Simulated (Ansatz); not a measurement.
# Hg2O3: the change of energy above lowest point and pressure with volume per atom

Equation of state of a cubic crystal from periodic Kohn-Sham density functional theory without spin; pressure corrected for the finite basis. The results are calculated, by Ansatz 0.2.0 development build.

Cell of the first row (space group Pn-3m, No. 224):
```
cell vectors (Å)
   5.2353     0.0000     0.0000
   0.0000     5.2353     0.0000
   0.0000     0.0000     5.2353
atoms (fractions of the cell vectors)
Hg  0.25000  0.25000  0.25000
Hg  0.75000  0.75000  0.25000
Hg  0.75000  0.25000  0.75000
Hg  0.25000  0.75000  0.75000
O   0.50000  0.00000  0.00000
O   0.00000  0.50000  0.00000
O   0.00000  0.00000  0.50000
O   0.50000  0.50000  0.00000
O   0.50000  0.00000  0.50000
O   0.00000  0.50000  0.50000
```

Settings of every row: formula Hg2O3; structure type cubic X2O3; functional PBE; spin treatment none; k mesh 21x21x21; occupation method fermi-dirac; occupation width 0.061225619 eV; wave cutoff 420 eV; datasets soft-1 PAW; density cutoff ratio 4.

Limits: a cubic model structure, not a phase known at ambient conditions; no spin polarisation, a magnetic state may lie lower; no spin-orbit coupling, which can matter with elements this heavy.

| row | volume per atom (Å³) | energy above lowest point (meV/atom) | pressure (GPa) |
| --- | --- | --- | --- |
| 1 | 14.35 | 19.52 | 7.283 |
| 2 | 14.655 | 8.3 | 4.547 |
| 3 | 14.96 | 1.98 | 2.13 |
| 4 | 15.265 | 0 | -0.005 |
| 5 | 15.571 | ? | ? |
| 6 | 15.876 | 7.06 | -3.553 |
| 7 | 16.181 | 15.25 | -5.019 |

Question: what energy above lowest point and pressure should row 5 give?

Worked fit of energy above lowest point. Take u = (V_r/V)^(2/3) − 1 with V_r = 15.113 Å³ an atom, which is twice the finite (Eulerian) strain; such expansions in the strain, on which the Birch-Murnaghan equation of state is built, carry the rest volume and the bulk modulus. The shown rows have u = 0.03514, 0.02073, 0.00681, -0.00665, -0.0323, -0.0445. Least squares give energy above lowest point = 0.479 + 145.45 × u + 11037.1 × u² + 6956 × u³ meV/atom; a parabola predicts inner rows, each left out in turn, worse (root mean square 0.13 against 0.0045 meV/atom). All shown rows lie on it to the printed digit. Its lowest point lies at u = -0.0066, or V = 15.26 Å³ an atom, and the curvature there gives the bulk modulus at fixed shape and fractions, B = (4/9)(1 + u)² E″(u)/V = 100 GPa. The withheld row has u = -0.01971, so the fit gives 0.479 + 145.45 × (-0.01971) + 11037.1 × (-0.01971)² + 6956 × (-0.01971)³ = 1.85 meV/atom.

The calculation gave 1.84 meV/atom. The fit lies 0.01 meV/atom (0.051 % of the column's range) above it, one unit of the last digit.

Worked fit of pressure. Take u = (V_r/V)^(2/3) − 1 with V_r = 15.113 Å³ an atom, which is twice the finite (Eulerian) strain; such expansions in the strain, on which the Birch-Murnaghan equation of state is built, carry the rest volume and the bulk modulus. The shown rows have u = 0.03514, 0.02073, 0.00681, -0.00665, -0.0323, -0.0445. Least squares give pressure = 1.0259 + 158.443 × u + 536.28 × u² + 633 × u³ GPa; a parabola predicts inner rows, each left out in turn, worse (root mean square 0.012 against 0.0014 GPa). The rows lie off it by 0.000, 0.000, 0.000, -0.001, 0.001, 0.000. The pressure vanishes at u = -0.0066, or V = 15.26 Å³ an atom, and there the bulk modulus at fixed shape and fractions is B = −V dP/dV = (2/3)(1 + u) dP/du = 100 GPa. The withheld row has u = -0.01971, so the fit gives 1.0259 + 158.443 × (-0.01971) + 536.28 × (-0.01971)² + 633 × (-0.01971)³ = -1.894 GPa.

The calculation gave -1.89 GPa. The fit lies 0.004 GPa (0.033 % of the column's range) below it; its largest miss of a shown row is 0.001 GPa.
